\section*{Seto barrier at grain boundaries: limits and scaling}

\subsection*{Statement}
A p-type film is modelled as a one-dimensional chain of grains of length $L$ with fully ionised acceptor density $N$ and permittivity $\varepsilon$. Each boundary is a plane with $Q_t$ traps per area, neutral when empty and positive when holding a hole, at energy $E_t$ above the local valence-band edge (degeneracy factor 1). Holes obey Boltzmann statistics. With $x$ measured from the grain centre, $u(x)=[E_v(0)-E_v(x)]/kT\ge0$ is the hole barrier, $u_B=u(L/2)$, $E_B=kT\,u_B$, $p_0=p(0)$ and $p_B=p_0e^{-u_B}$. Define
\begin{equation}
N^*=\frac{Q_t}{L},\quad \nu=\frac{N}{N^*},\quad b^*=\frac{q^2Q_tL}{8\varepsilon kT}=\frac{L}{8\ell},\quad \ell=\frac{\varepsilon kT}{q^2Q_t}.
\end{equation}

\textbf{A.} For abrupt depletion and deep traps (Seto, 1975) $u_B=b$, with
\begin{equation}\label{seto}
kT\,b=\begin{cases}q^2NL^2/8\varepsilon=kT\,b^*\nu, & N<N^*,\\ q^2Q_t^2/8\varepsilon N=kT\,b^*/\nu, & N>N^*.\end{cases}
\end{equation}
The peak $E_B^*=q^2Q_tL/8\varepsilon$ is a cusp at $N^*$, and $b(\nu)=b(1/\nu)$.

\textbf{B.} Thermionic emission at small bias gives
\begin{equation}\label{mu}
\sigma=qp_B\mu_\infty=qp_0\mu_c,\qquad \mu_c=\mu_\infty e^{-u_B},\qquad \mu_\infty=\frac{qL}{\sqrt{2\pi mkT}} .
\end{equation}
$\mu_c$ has its minimum where $u_B$ peaks. It refers to the centre density $p_0$. The mobility per average hole is $\mu_a=\mu_cp_0/p_a$, and in full depletion $p_a/p_0=g(b)=\sqrt{\pi/4b}\,\mathrm{erf}\sqrt b$.

\textbf{C.} Well above $N^*$, with filled traps,
\begin{equation}\label{iso}
u_B-1+e^{-u_B}=b,\qquad u_B\simeq\begin{cases} b+1-e^{-b-1}, & b\gg1,\\ \sqrt{2b}+b/3, & b\ll1.\end{cases}
\end{equation}

\textbf{D.} Let $p_1=N_ve^{-E_t/kT}$, $\pi_1=p_1/N^*$ and $\Lambda=-\ln\pi_1$. For $b^*<\Lambda$ the traps nearly fill at $N^*$ and the cusp is rounded:
\begin{equation}\label{round}
u_{\max}=b^*-2\delta_0\sqrt{b^*(b^*-s)},\quad \delta_0^2=g\pi_1e^{u_{\max}},\quad s=\frac{1-e^{-b^*}}{g},
\end{equation}
with $g=g(b^*)$, to first order in $\delta_0$. For $b^*>\Lambda$ the trap level pins the Fermi level beyond a knee at $\nu_c\approx\Lambda/b^*$, and $E_B$ saturates near $E_t-kT\ln(N_v/N)$. The peak lies near the knee for $\Lambda<b^*\lesssim2\Lambda$. For $b^*\gtrsim2\Lambda$ the barrier keeps rising slowly past the knee to a broad peak at half filling, $\nu\approx b^*/[4(u_{\max}-1)]$ with $u_{\max}=\Lambda+\ln\nu$, which moves up as $b^*$ grows.

\subsection*{Dimensional analysis}
The electrostatics contains $q^2/\varepsilon$, $kT$, $L$, $N$ and $Q_t$, five quantities built from energy and length, hence three groups: $\nu$, $b^*$ and $Q_tL^2$. In the continuum Poisson problem $q^2/\varepsilon$ appears only multiplied by $N$ or $Q_t$, which leaves $u_B=u_B(\nu,b^*)$; the third group counts discrete charges and controls fluctuations. With the Debye length $L_D^2=\varepsilon kT/q^2N$ one has $L^2/8L_D^2=b^*\nu$, and $b=(2W)^2/8L_D^2$ on both branches, where $2W=\min(L,Q_t/N)$ is the depleted width per boundary. Trap statistics add $\pi_1$. The mass sets the unit $\mu_\infty$, the in-grain mobility $\mu_g$ adds $\mu_\infty/\mu_g$, and $\hbar$ adds a tunnelling energy.

\subsection*{Proof}
\emph{Barrier.} Poisson's equation is $u''=(q^2/\varepsilon kT)(N-p_0e^{-u})$ with $u(0)=u'(0)=0$. If a fraction $f$ of the traps is filled, each side of a boundary balances $fQ_t/2$, so $u'(L/2)=f/2\ell$. Without free holes two integrations over a width $W$ give $u_B=W^2/2L_D^2$, and $2WN=\min(NL,Q_t)$ yields Eq.~(\ref{seto}). With free holes, multiplying by $u'$ and integrating gives, for $\pi_0=p_0/N^*$, the exact pair
\begin{equation}\label{exact}
b^*f^2=\nu u_B-\pi_0(1-e^{-u_B}),\qquad 2\sqrt{b^*}=\int_0^{u_B}\!\!\frac{du}{\sqrt{\nu u-\pi_0(1-e^{-u})}} .
\end{equation}
Fermi statistics of the trap gives $f/(1-f)=p_B/p_1$, and neutrality gives $\nu=f+a$ with $a=p_a/N^*$.

\emph{Current.} The one-way flux over the barrier top is $p_Bv_R$ with $v_R=\sqrt{kT/2\pi m}$. A voltage $V$ per boundary makes the two barriers differ by $qV$, so $J\simeq qp_Bv_R\,qV/kT$ however $V$ divides, and the field $V/L$ gives Eq.~(\ref{mu}). For parabolic bands $p_i\propto m_i^{3/2}$ and $v_i\propto m_i^{-1/2}$, so $m=(\sum m_i^{3/2}/\sum m_i)^2$. Averaging $e^{-u}$ over $u=b(2x/L)^2$ gives $g$.

\emph{Statement C.} A neutral centre means $\pi_0=\nu$, and with $f=1$ the first of Eqs.~(\ref{exact}) becomes Eq.~(\ref{iso}), solved by $u_B=b+1+\mathcal W_0(-e^{-b-1})$ with the Lambert function. Iteration gives the large-$b$ form, and $u^2/2-u^3/6=b$ the small-$b$ form. The condition is $L/2-W\gg L_D$.

\emph{Statement D.} Put $f=1-\delta$ and $\nu=1+a-\delta$. To first order $\pi_0=a/g$, and Eq.~(\ref{exact}) gives
\begin{equation}
u_B=b^*-b^*\delta-(b^*-s)a,\qquad a\,\delta=g\pi_1e^{u_B}.
\end{equation}
The maximum has $b^*\delta=(b^*-s)a$, so $\delta=r\delta_0$, $a=\delta_0/r$ with $r=\sqrt{1-s/b^*}$. This is Eq.~(\ref{round}), at $\nu=1+\delta_0(1/r-r)$, slightly above $N^*$. For $\pi_1\to0$ the cusp returns with slopes $du_B/d\nu=+b^*$ and $-(b^*-s)$, so free holes already break the symmetry $\nu\to1/\nu$. In full depletion $f\simeq\nu$ and $p_0=p_1e^{b^*\nu}\nu/(1-\nu)$, which reaches $N$ at $b^*\nu_c=\Lambda+\ln(1-\nu_c)$. This puts $\nu_c$ near 1 for $b^*<\Lambda$ and near $\Lambda/b^*$ for $b^*>\Lambda$. Beyond $\nu_c$ in the second case $p_0\simeq N$, so $u_B=\Lambda+\ln\nu+\ln[(1-f)/f]$, and the first of Eqs.~(\ref{exact}) gives $b^*f^2=\nu(u_B-1)$ for $u_B\gg1$. Eliminating $\nu$,
\begin{equation}
u_B+\ln(u_B-1)=\Lambda+\ln[b^*f(1-f)].
\end{equation}
The left side grows with $u_B$, so $u_B$ rises while $f<1/2$ and falls after, and $f$ grows with $\nu$ from about $\nu_c$ at the knee. For $b^*\lesssim2\Lambda$ the filling at the knee already exceeds $1/2$; $u_B$ rises before the knee and falls beyond it, which places the peak near $\nu_c$. For $b^*\gtrsim2\Lambda$ the peak is at $f=1/2$, where $\nu=b^*/[4(u_B-1)]$ and $u_B=\Lambda+\ln\nu$. With the illustrative values $\Lambda=12$ and $b^*=60$ the knee is near $\nu=0.2$ and the peak, $u_B=12.3$, is at $\nu=1.33$.

\subsection*{Inputs and scales for boron-doped poly-Si}
The model has $L=30$ nm, $Q_t=3\times10^{12}$ cm$^{-2}$, $T=300$ K ($kT=25.85$ meV) and the compiled value $\varepsilon=11.7\,\varepsilon_0$ (Ioffe Institute). Typical hole masses $0.49\,m_0$ and $0.16\,m_0$ give $m=0.392\,m_0$, $N_v=1.02\times10^{19}$ cm$^{-3}$ and $v_R=4.30\times10^6$ cm/s. The trap level $E_t=0.37$ eV is assumed. Then $N^*=1.00\times10^{18}$ cm$^{-3}$, $E_B^*=174$ meV, $b^*=6.73$, $\ell=0.557$ nm, $L_D(N^*)=4.09$ nm, $\mu_\infty=499$ cm$^2$/Vs, $g=0.342$, $s=2.92$, $p_1=6.2\times10^{12}$ cm$^{-3}$ and $\Lambda=12.0$. At the abrupt cusp $\mu_c=0.60$ and $\mu_a=1.7$ cm$^2$/Vs. Equation~(\ref{round}) gives $\delta_0=0.035$, a peak at $\nu=1.020$ and a lowering by $0.36\,kT$, or 9 meV.

The table lists the model's values; mobilities are in cm$^2$/Vs and $\rho=1/qp_B\mu_\infty$ is the boundary part of the resistivity. The first two rows use full depletion, the third Eq.~(\ref{round}), the last two Eq.~(\ref{iso}).

\begin{center}
\begin{tabular}{ccccccc}
$N$ ($10^{18}$ cm$^{-3}$) & $b$ & $u_B$ & $E_B$ (meV) & $\mu_\infty e^{-b}$ & $\mu_c$ & $\rho$ ($\Omega$ cm)\\ \hline
0.1 & 0.67 & 0.67 & 17 & 254 & 254 & $1.8\times10^4$\\
0.5 & 3.37 & 3.37 & 87 & 17 & 17 & $2.0\times10^3$\\
1.02 & 6.60 & 6.37 & 165 & 0.68 & 0.85 & 55\\
3 & 2.24 & 3.20 & 83 & 53 & 20 & 0.10\\
10 & 0.67 & 1.43 & 37 & 254 & 119 & $5.3\times10^{-3}$
\end{tabular}
\end{center}

\subsection*{Regimes and crossovers}
\emph{Doping, small.} For $\nu\ll1/b^*$ the bands are nearly flat, $\mu_c\simeq\mu_\infty(1-b^*\nu)$ and $\mu_a\simeq\mu_\infty(1-\tfrac23b^*\nu)$. Throughout full depletion $p_B=p_1\nu/(1-\nu)$, so
\begin{equation}
\sigma=q\mu_\infty p_1\,\nu/(1-\nu)
\end{equation}
does not contain the barrier: the growth of $p_0$ as $e^{b}$ cancels the fall of $\mu_c$. The conductivity rises monotonically through the mobility minimum. With the compiled gap 1.12 eV (Wing 2021), the Fermi level at the boundary reaches midgap at $\nu\approx e^{-(0.56\,\mathrm{eV}-E_t)/kT}=6\times10^{-4}$, or $N\approx6\times10^{14}$ cm$^{-3}$; electrons must be included near and below that doping.

\emph{Doping, large.} The window $b>1$ spans $1/b^*<\nu<b^*$, from $1.5\times10^{17}$ to $6.7\times10^{18}$ cm$^{-3}$. In its upper part the Debye tail adds about $kT$ to the barrier and lowers $\mu_c$ by a factor near $e$. Beyond it screening is linear, $E_B\to q^2Q_tL_D/2\varepsilon\propto N^{-1/2}$, slower than the $1/N$ of Eq.~(\ref{seto}). In this setting that regime begins where $N\approx N_v$, so the last table row stands at the edge of Boltzmann statistics and the $N^{-1/2}$ law has little range before degeneracy.

\emph{Grain size.} At fixed $N$, $E_B\propto L^2$ for $L<Q_t/N$, and above that $E_B$ is independent of $L$, so $\mu_c\propto L$. Along the peak $\mu_c\propto Le^{-L/8\ell}$. The dip is shallow for $L<8\ell=4.5$ nm, and pinning sets in at $b^*=\Lambda$, which is $L=51$ nm at this $Q_t$.

\emph{Trap density.} At fixed $N$, $E_B\propto Q_t^2$ for $Q_t<NL$, and for $Q_t>NL$ it is independent of $Q_t$, which then only lowers $p_B$. At $L=30$ nm, $b^*=1$ at $4.5\times10^{11}$ cm$^{-2}$ and $b^*=\Lambda$ at $5.6\times10^{12}$ cm$^{-2}$.

\emph{Trap depth.} Filling requires $E_B^*<kT\Lambda=E_t-kT\ln(N_v/N^*)=0.310$ eV, which holds here, with $1-\nu_c=0.005$. The rounding scales as $\delta_0\propto e^{-(\Lambda-u_{\max})/2}$.

\emph{Temperature.} The Arrhenius slope $-d\ln\mu_c/d(1/kT)$ equals $kT\,b-kT/2$ on both branches for $b\gg1$, since the added unit in $u_B=b+1$ changes only the prefactor. The slope of $\sigma$ in full depletion is $E_t+kT$, because $p_1\mu_\infty\propto Te^{-E_t/kT}$.

\emph{Bias.} In partial abrupt depletion the two widths keep their sum $Q_t/N$, and the barriers become $b\mp v/2+v^2/16b$ with $v=qV/kT$. Hence
\begin{equation}
J\propto 2\sinh(v/2)\,e^{-v^2/16b}\simeq v\left[1+v^2\left(\tfrac1{24}-\tfrac1{16b}\right)\right],
\end{equation}
and Ohm's law holds for fields well below $2kT/qL=17$ kV/cm.

\subsection*{Size of neglected terms}
\emph{Diffusion.} Near a filled boundary $p=p_Be^{|y|/2\ell}$ at distance $y$, so the drift-diffusion resistance is $4\ell/q\mu_gp_B$ against $L/q\mu_\infty p_B$ for emission. Their sum interpolates between short and long mean free path. The ratio $\mu_\infty/2b^*\mu_g$ is about 0.25 for a typical $\mu_g\approx150$ cm$^2$/Vs near $N^*$. Far from $N^*$ the grain interior adds $1/\mu_g$ to $1/\mu_c$ and limits the first and last table rows.

\emph{Tunnelling.} The barrier top is a cusp with field $\mathcal E=qQ_t/2\varepsilon=0.232$ MV/cm on each side, independent of $N$ once the traps are filled. The WKB transmission at depth $\Delta$ below a triangular tip is $\exp[-\tfrac83(\Delta/\epsilon_0)^{3/2}]$ with $\epsilon_0=(\hbar^2q^2\mathcal E^2/2m_i)^{1/3}$, equal to 35 meV for heavy and 50 meV for light holes. The flux is multiplied by
\begin{equation}
1+\int_0^\infty dy\,\exp\!\left[y-\tfrac83\,(y\,kT/\epsilon_0)^{3/2}\right],
\end{equation}
which is 2.1 and 3.2. WKB sets the transmission to 1 at the tip, and the parabolic barrier is wider than the triangle, so these are high estimates. They still place the crossover from emission to tunnelling near room temperature, and they rival the factor $e$ of statement C with the opposite sign.

\emph{Incomplete ionisation.} For an isolated acceptor level, $N_A^-=N/(1+p/K)$. A typical boron binding energy of 45 meV and degeneracy 4 give $K=4.5\times10^{17}$ cm$^{-3}$. If the neutral region has ionised fraction $\phi$, the first integral becomes $u_B=b+\phi-\ln\phi$ for $b\gg1$. At $3\times10^{18}$ cm$^{-3}$, $\phi=0.32$ and the added term is 1.46 in place of 1. Near the peak, bound holes multiply $\pi_1$ in $\delta_0^2$ by $1+N^*/K=3.2$ while $p\ll K$, and the lowering grows to about $0.6\,kT$. Screening and overlap of acceptor states weaken the binding at these densities, so both figures are high estimates.

\emph{Discreteness.} A cube of side $L$ holds $N^*L^3=Q_tL^2=27$ acceptors, and traps lie 5.8 nm apart against $W=15$ nm. A Poisson scatter of $1/\sqrt{27}=0.19$ in $N$ on the full-depletion branch shifts $u_B$ by 1.3, a factor 3.7 in the local $\mu_c$. This smears the cusp far more than $\delta_0$ does, and current crowds into the low barriers.

\emph{Geometry.} Cubic grains with traps on all six shared faces carry $3Q_tL^2$ traps each, which moves complete filling to $3Q_t/L=3\times10^{18}$ cm$^{-3}$; square columns give $2Q_t/L$.

\subsection*{Reach of the numbers}
The model's minimum, about 1 cm$^2$/Vs near $10^{18}$ cm$^{-3}$ with $E_B\approx0.17$ eV, is fixed only to a factor of a few by the terms above. As typical knowledge and not as a measurement, fine-grained boron-doped poly-Si shows a mobility dip to the order of 1 to a few cm$^2$/Vs, mobilities of a few tens of cm$^2$/Vs at $10^{19}$ cm$^{-3}$, and resistivities of $10^5\ \Omega$ cm or more at light doping. The model's 119 cm$^2$/Vs is thus several times too high, since it omits scattering in the grain and at the boundary, and its light-doping resistivity is roughly an order of magnitude too low, a quantity exponentially sensitive to the assumed $E_t$.